Q: For quintet B₂O, the energies from three variants of CCSD(T) agree within 4 meV. May I use that spread as my error bar?

A: No. The smallest of their three errors is about 16 times the spread. The variants share a defect that comparing them can't reveal.

Total energies of neutral quintet B₂O from perturbation theory and coupled cluster, relative to UCCSDT(Q), calculated with Ansatz 0.2.0 in the cc-pVDZ basis. All levels use the same fixed PBE0/def2-TZVP geometry, with the 1s cores frozen in the correlation treatment.

```
    level  this level less the reference (UCCSDT(Q), same basis) (meV)
     RMP2                                                        557.2
     UMP2                                                        778.7
    RCCSD                                                        374.0
    UCCSD                                                        364.5
 RCCSD(T)                                                         65.2
 UCCSD(T)                                                         69.2
  BCCD(T)                                                         65.9
   RCCSDT                                                         39.5
   UCCSDT                                                         38.0
RCCSDT(Q)                                                          2.1
```

Positive values mean that a level lies above the reference. R and U mark restricted and unrestricted starting orbitals. MP2 is second-order perturbation theory. CCSD is coupled cluster with single and double excitations, (T) adds triples by perturbation theory, T treats them in full, and (Q) adds quadruples by perturbation theory. BCCD(T) uses Brueckner orbitals, chosen so that the single excitations vanish.

Q: What does the agreement test, if not accuracy?

A: It tests whether the result still depends on the starting determinant, the single arrangement of electrons in orbitals from which each method sets out. Two limits show what to look for. With no correlation treatment, the U energy lies below the R energy by the difference of the two determinants, 623 meV for the pair used here (neither is the lowest of its kind). With an exact treatment of the same state in the same basis, with the same cores frozen, the difference is zero, because the exact energy doesn't depend on the orbitals we began with.

Q: Where does MP2 lie between these limits?

A: Outside them. UMP2 starts from the lower determinant and ends above RMP2. The balance is

UMP2 error − RMP2 error = 844.5 − 623 = 221.5 meV

where 844.5 meV is the amount by which the MP2 correlation energy from the U determinant falls short of that from the R determinant. This is an exact splitting of the result, so it locates the failure without explaining it.

Q: Why should a better determinant give a worse energy?

A: Unrestricted orbitals let spin-up and spin-down electrons avoid each other, which lowers the energy of the determinant. The price is an admixture of higher spin: the squared spin lies about 0.15 above the 6 of a pure quintet. Second-order theory takes one step from this determinant, which is too little to remove the admixture and rebuild the correlation of a pure quintet. That is a known weakness of UMP2, and the numbers are consistent with it, though they don't prove it. Both determinants were picked by trial, so their orbitals may also differ in shape for reasons other than spin. An exact method would gain 623 meV less from the U determinant, simply because that determinant starts lower. MP2 gains 844.5 meV less, and the excess is the failure.

Q: Does coupled cluster cure this?

A: Here it removes nearly all of the dependence on the determinant. Its single excitations enter through an exponential, and such an exponential can turn one determinant into another that overlaps with it. The method can therefore readjust its orbitals as it goes. The simplest model is then that the U error equals the R error, with nothing fitted. It predicts 374 meV for UCCSD, and the calculation gives 364.5 meV.

Q: Couldn't each method simply recover a fixed share of the correlation energy, counted from its own determinant?

A: That model predicts 347 meV for UCCSD, also not far off. Different treatments of the cores can shift these energies by up to 20 meV, so the cluster rows don't decide between the two models. Both fail for UMP2, where the fixed share gives 518 meV instead of 779 meV. UMP2 thus has a fault of its own, beyond what it shares with RMP2. The output below lists the predictions of the fixed-share model for the other U levels.

Q: But if CCSD has nearly forgotten its determinant, why is it still wrong by more than a third of an electronvolt?

A: Readjusting orbitals is a one-electron matter. What CCSD lacks is the genuinely joint motion of three or more electrons, and no choice of orbitals supplies that. The R and U calculations lack it almost equally, so they agree on a wrong energy. The same holds one step up: Brueckner orbitals absorb the single excitations altogether, yet BCCD(T) has an error of 66 meV, much like the other two (T) levels.

Q: I thought (T) took care of the triples.

A: It takes care of most of them. From the R determinant, (T) lowers the energy by 309 meV, which is 92% of what full triples achieve. Full triples bring a further 26 meV, not far above the possible core shift, so I would trust its sign more than its exact size. A remainder is expected because (T) computes the triples once, from doubles that never felt them, and leaves out most of the coupling among the triples themselves. In the full treatment doubles and triples all adjust to one another.

Q: Does that adjustment show anywhere?

A: In the largest double-excitation amplitude, which measures how strongly the leading pair excitation mixes with the starting determinant. From the R determinant it grows from 0.15 in CCSD to 0.18 once triples are treated in full. One determinant is therefore a poorer description than CCSD suggests. My guess is that boron's partly empty 2p shell, which offers low-lying places for excited pairs, is behind this; no calculation here tests it.

Q: Then why do full triples still leave almost 40 meV?

A: Because CCSDT contains quadruples only as products of smaller excitations. When a pair excitation mixes in strongly, the other electrons correlate differently around the excited pair than around the starting determinant. Such products can't describe that difference fully; it also takes connected excitations of four electrons. Adding (Q) to RCCSDT lowers the energy by 37 meV. In other molecules (T) can overestimate the triples and so hide the lack of connected quadruples. Here both omissions leave the energy too high, and they add up.

Q: Is 65 meV worth worrying about?

A: It is less than 1% of the correlation energy, but about 6 kJ/mol, enough to matter for a reaction energy if the partner molecules don't share it. These are errors of total energies, so part of them may cancel in a difference. They also belong to one fixed geometry, which isn't a CCSD(T) minimum.

Q: How would I spot the trouble without a reference?

A: Use two tests, because there are two faults. Change the orbitals: a large shift, as in MP2, exposes dependence on the determinant. Then raise the excitation level: a large shift exposes missing joint motion, even where the first test looked perfect. A small shift doesn't bound what remains, though: here full triples lower the RCCSD(T) energy by 26 meV and still leave almost 40 meV. A large (T) correction and a growing double amplitude are reasons not to skip the second test.

Q: RCCSDT(Q) differs from the reference by only 2 meV. Is the reference that accurate?

A: That would be your first mistake again. The reference is UCCSDT(Q), so this is another comparison of orbitals at one excitation level. It supports the view that both calculations describe the same quintet state, which matters because both started from determinants above the lowest ones found. What still higher excitations would add is a question for the second test.

Numerical output:

```
U determinant below R determinant, meV: 623
MP2 correlation gained from R determinant with singles, meV: 8194
MP2 correlation gained from U determinant, meV: 7350
MP2 correlation smaller from U than from R, meV: 844.5
UMP2 error less RMP2 error, meV: 221.5
UCCSD error less RCCSD error, meV: -9.5
UCCSD(T) error less RCCSD(T) error, meV: 4
UCCSDT error less RCCSDT error, meV: -1.5
part of determinant gap left at CCSD, percent: 1.525
fixed-fraction model, UMP2 error predicted, meV: 517.5
fixed-fraction model, UCCSD error predicted, meV: 347.4
fixed-fraction model, UCCSD(T) error predicted, meV: 60.56
fixed-fraction model, UCCSDT error predicted, meV: 36.69
lowering by (T), R and then U in next line, meV: 308.8
lowering by (T), U, meV: 295.3
further lowering from (T) to full triples, R, meV: 25.7
further lowering from (T) to full triples, U, meV: 31.2
share of full triples lowering that (T) gives, R, percent: 92.32
share of full triples lowering that (T) gives, U, percent: 90.44
lowering by (Q) after full triples, R, meV: 37.4
share of RCCSD(T) error removed by full triples, percent: 39.42
smallest (T) error over spread of the three (T) levels, ratio: 16.3
RCCSD(T) error as part of correlation from its determinant, percent: 0.745
```
